Wurtzite SiC (4-atom cell), computed with Ansatz 0.2.0 using PBE, PAW and plane waves to 420 eV, a 12×12×6 k mesh and Fermi–Dirac smearing of 0.02 eV, without spin polarisation or spin–orbit coupling. The cells are strained from the r2SCAN geometry, with atoms relaxed in r2SCAN. The band gap is the least over the mesh, named k points and any path between them.

| volume (Å³/atom) | c/a | shortest distance (Å) | band gap (eV) | least direct gap (eV) |
| --- | --- | --- | --- | --- |
| 8.762 | 1.6415 | 1.782 | 1.951 | 4.307 |
| 8.879 | 1.6415 | 1.790 | 1.979 | 4.280 |
| 9.145 | 1.6415 | 1.808 | 2.039 | 4.220 |
| 9.434 | 1.6415 | 1.827 | 2.102 | 4.158 |
| 10.030 | 1.6415 | 1.864 | 2.222 | 4.037 |
| 10.233 | 1.6250 | 1.879 | 2.333 | 3.916 |
| 10.474 | 1.6415 | 1.891 | 2.301 | 3.952 |
| 10.650 | 1.6415 | 1.902 | 2.330 | 3.919 |
| 10.970 | 1.6415 | 1.920 | 2.384 | 3.861 |
| 11.132 | 1.6415 | 1.930 | 2.409 | 3.833 |
| 11.628 | 1.6414 | 1.958 | 2.483 | 3.748 |
| 11.966 | 1.6415 | 1.977 | 2.530 | 3.634 |

Make wurtzite silicon carbide one percent denser without changing its shape, and its band gap narrows by about 0.02 eV. Ten percent costs about 0.2 eV, and a squeeze of that size takes about 25 GPa. The least direct gap, in which an electron keeps its wave vector, moves the other way by a similar amount. The two columns can part because they compare different pairs of levels.

The band gap runs from the highest filled level, at the centre of the Brillouin zone (Γ), to the lowest empty level, at K, a corner of the hexagon that cuts the zone through Γ at right angles to the $c$ axis. Compression narrows it, so the K level must come closer to the valence top. The empty levels at Γ behave quite differently. Between the rows at 9.145 and 11.132 Å³/atom, the direct gap at Γ falls from 5.87 to 4.20 eV while the band gap widens. Stretching the crystal therefore does not open or close all gaps together; what counts is where the empty level lies.

Bonding theory gives part of the reason why the place matters. Each atom has three neighbours in its own double layer and a fourth along the $c$ axis. In an antibonding state of s-like orbitals at Γ, the three neighbours act in step, so shorter bonds push the level up strongly. This holds whether successive double layers carry the same or opposite signs; the lowest empty level at Γ is expected to be of the second kind, the counterpart of the L valley of cubic SiC. At K the wave reaches them with phases a third of a turn apart, and the couplings between s-like orbitals cancel. That part of the upward push is lost, though couplings between s and p orbitals of the same neighbours do not cancel and partly take its place.

This argument shows that the K level is a different kind of state from the Γ level, but it fixes neither the size nor the sign of the band gap's change. Low valleys of this kind are usually described as spreading much of their charge through the open channels of the crystal, away from the bonds, which would make them less sensitive to bond length. That compression even brings the K level closer to the valence top is a result of the calculation, which gives the energies of the levels and not their orbital make-up. The pattern is familiar from other tetrahedral semiconductors: gaps to Γ, and in zinc-blende crystals to L, usually widen under pressure, while gaps to some valleys near the zone boundary, such as those at or near X in zinc-blende crystals, often narrow slightly. For a related crystal, the first question is thus where its lowest empty level lies.

As long as the same two levels bound the gap, their separation changes smoothly with volume, and the first term of an expansion gives a rule. A handy measure of strain is $1-V_0/V$, where $V$ is the volume per atom and $V_0=10.47$ Å³ belongs to the nearly stress-free crystal. The ratio $V_0/V$ is simply the density relative to that crystal. The rule reads

$$E_\text{gap}\approx 2.30\ \text{eV}+1.8\ \text{eV}\left(1-\frac{V_0}{V}\right).$$

Take the compressed crystal at 9.434 Å³/atom. The density ratio is $10.47/9.434=1.110$, so the bracket is $-0.110$. Multiplied by 1.8 eV this gives $-0.198$ eV, and the estimate is $2.30-0.198=2.102$ eV, the value in the table.

For the stretched crystal at 11.628 Å³/atom, the density ratio is 0.900. The bracket is now $+0.100$, the gap grows by 0.18 eV, and the estimate is 2.48 eV, again in agreement with the table.

The slope comes from the rows at 10.030 and 10.970 and the starting value from the row at 10.474, so neither worked row set the constants. Over all eleven rows of unchanged shape the rule stays within about 0.005 eV, while the gap itself changes by 0.58 eV. A logarithm of the volume does less well for this gap but better for the direct one. The choice between them is thus a matter of convenient curvature, not a law; the output below compares both.

The rule fails when the shape changes. In the row at 10.233 Å³/atom the $c$ axis alone was shortened, starting from a cell slightly denser than the one at $V_0$, and $c/a$ is one percent lower than in the other rows. The gap lies 0.075 eV above the estimate, a shift that would otherwise need a density change of about four percent. Such a strain alters the bonds along $c$ and those within the layers differently, so volume alone no longer describes it. One row shows the size of the danger but does not supply a general correction.

A rule of this kind also fails when another pair of levels takes over. For the band gap the edges stay at Γ and K in every row, from 8.762 to 11.966 Å³/atom; beyond that range the rule is untested, and on further expansion a falling level such as the one at Γ must at some point pass below the rising one at K. The direct gap follows $3.95\ \text{eV}-2.0\ \text{eV}\,\ln(V/V_0)$ well at unchanged shape, until the most expanded row, where it lies 0.05 eV below the estimate. In the rows at 8.879, 9.145 and 11.132 Å³/atom this gap sits at M, the middle of an edge of the same hexagon that has K at its corners; in the most expanded row the calculation finds it at Γ. The faster-falling gap at Γ, carried on from two rows, would reach 3.50 eV in the last row if drawn as a straight line in volume, 3.58 eV in its logarithm and 3.66 eV in its inverse. All three lie below the 3.68 eV of the rule, and they enclose the computed 3.634 eV. The size of the departure from the rule thus fits the computed switch to Γ.

The starting value of 2.30 eV is a PBE gap, and PBE usually makes gaps too small; the measured one is roughly 3.3 eV. The rule is best used for changes, with the caution that the slope has not been compared with a better level of theory here. For a heated crystal it gives only the part due to expansion, since lattice vibrations shift the gap as well.

Numerical output:

```
Hand rules in eV and their misses (rule less computed):
     row   ratio  gap_rule    gap_miss  direct_rule  direct_miss
   8.762   1.195     1.949   -0.001879        4.306   -0.0008203
   8.879   1.179     1.977   -0.001536         4.28   -0.0003498
   9.145   1.145     2.039   0.0002017        4.221    0.0006135
   9.434    1.11     2.102    0.000332        4.158    0.0003877
   10.03   1.044     2.221  -0.0009631        4.036    -0.001133
  10.233   1.023     2.258    -0.07469        3.996      0.07979
  10.474  0.9996     2.301  -0.0003126        3.949    -0.002764
   10.65  0.9831      2.33   0.0004225        3.916    -0.003092
   10.97  0.9544     2.382   -0.001958        3.857      -0.0043
  11.132  0.9405     2.407   -0.001957        3.827     -0.00562
  11.628  0.9004     2.479   -0.003743         3.74    -0.007804
  11.966   0.875     2.525   -0.004962        3.683      0.04889
Slope of the gap against 1 - V0/V from rows 10.030 and 10.970 (eV): 1.81
Slope of the direct gap against ln V from the same two rows (eV): -1.965
Largest miss for the gap with 1 - V0/V, unchanged shape (eV): 0.003739
Largest miss for the gap with ln V, unchanged shape (eV): 0.02726
Largest miss for the direct gap with ln V, last row left out (eV): 0.004366
Largest miss for the direct gap with 1 - V0/V, last row left out (eV): 0.02931
Largest miss of the hand rule for the gap, unchanged shape (eV): 0.004962
Largest miss of the hand rule for the direct gap, last row left out (eV): 0.007804
Whole change of the gap over the rows of unchanged shape (eV): 0.579
Change of c/a in row 10.233 against the other rows (percent): -1.005
Direct gap at Gamma in row 9.145 (eV): 5.871
Direct gap at Gamma in row 11.132 (eV): 4.198
Gamma gap carried on to row 11.628 with ln V (eV): 3.827
Gamma gap carried on to row 11.966 with ln V (eV): 3.583
Gamma gap carried on to row 11.966 with 1/V (eV): 3.661
```
